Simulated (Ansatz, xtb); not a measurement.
# Ligand exchange: C2H7N + SiH3I → C2H9NSi + HI

Species: C2H7N `CNC`, singlet; SiH3I `[SiH3]I`, singlet; C2H9NSi `CN(C)[SiH3]`, singlet; HI (hydrogen iodide), singlet. The partners trade H for SiH3: N–H and I–SiH3 bonds give way to N–SiH3 and I–H.

Shapes, held fixed at every level: PBE0-D4/def2-TZVP. Programs: Ansatz 0.2.0, xtb 6.7.1. The zero-point and thermal change to 298 K, harmonic and unscaled (PBE0-D4/def2-TZVP), is -11.4 kJ/mol.

```
              level                    kind  ΔH(298 K) (kJ/mol)  less CCSD(T)/def2-TZVPP  CPU time (sum over the molecules)
           GFN2-xTB          semi-empirical                +6.6                    -15.8                             0.16 s
        HF/def2-SVP            Hartree–Fock               +32.5                    +10.1                                  –
      HF/def2-TZVPP            Hartree–Fock               +34.4                    +12.0                                  –
   SPW92/def2-TZVPP                     LDA               +22.4                      0.0                              6.7 s
B3LYP-D4/def2-TZVPP           global hybrid               +23.7                     +1.3                               19 s
BHLYP-D4/def2-TZVPP           global hybrid               +26.6                     +4.2                               13 s
 wB97X-V/def2-TZVPP  range-separated hybrid               +27.4                     +5.0                               34 s
  B2PLYP/def2-TZVPP           double hybrid               +28.0                     +5.6                               24 s
 CCSD(T)/def2-TZVPP   coupled cluster or CI               +22.4                      0.0                            3.6 min
```

The highest level, CCSD(T)/def2-TZVPP, gives ΔH(298 K) = +22.4 kJ/mol; the levels span +6.6 to +34.4. The column of differences is taken from that level and isn't an error. No measured value is set beside it here. For atoms past krypton def2 sets carry core potentials with scalar relativity. Correlated rows may include outer-core shells of I, which these sets cover unevenly. Times are processor times on shared x86 and Arm servers, and rough.

Every level makes the exchange endothermic, so the direction is secure for the isolated molecules, though its size is less so. The balance follows from the partners of hydrogen and silicon. Silicon gains a strong, polar bond to nitrogen, probably helped by lone-pair donation into antibonding orbitals of the silyl group, but hydrogen gives up a strong N–H bond for the much weaker one in HI, where overlap with the diffuse iodine 5p orbital is poor. The negative vibrational and thermal term softens the cost, chiefly because the stiff N–H stretch and its bends are replaced by a single, softer H–I stretch.

Both Hartree–Fock values lie above all the others, while the LDA's match with coupled cluster is probably a cancellation of errors rather than a sign of accuracy. The uphill enthalpy doesn't contradict the familiar aminolysis of halosilanes, in which excess amine captures the hydrogen halide as an ammonium salt; that strongly exothermic step is absent from the equation computed here.
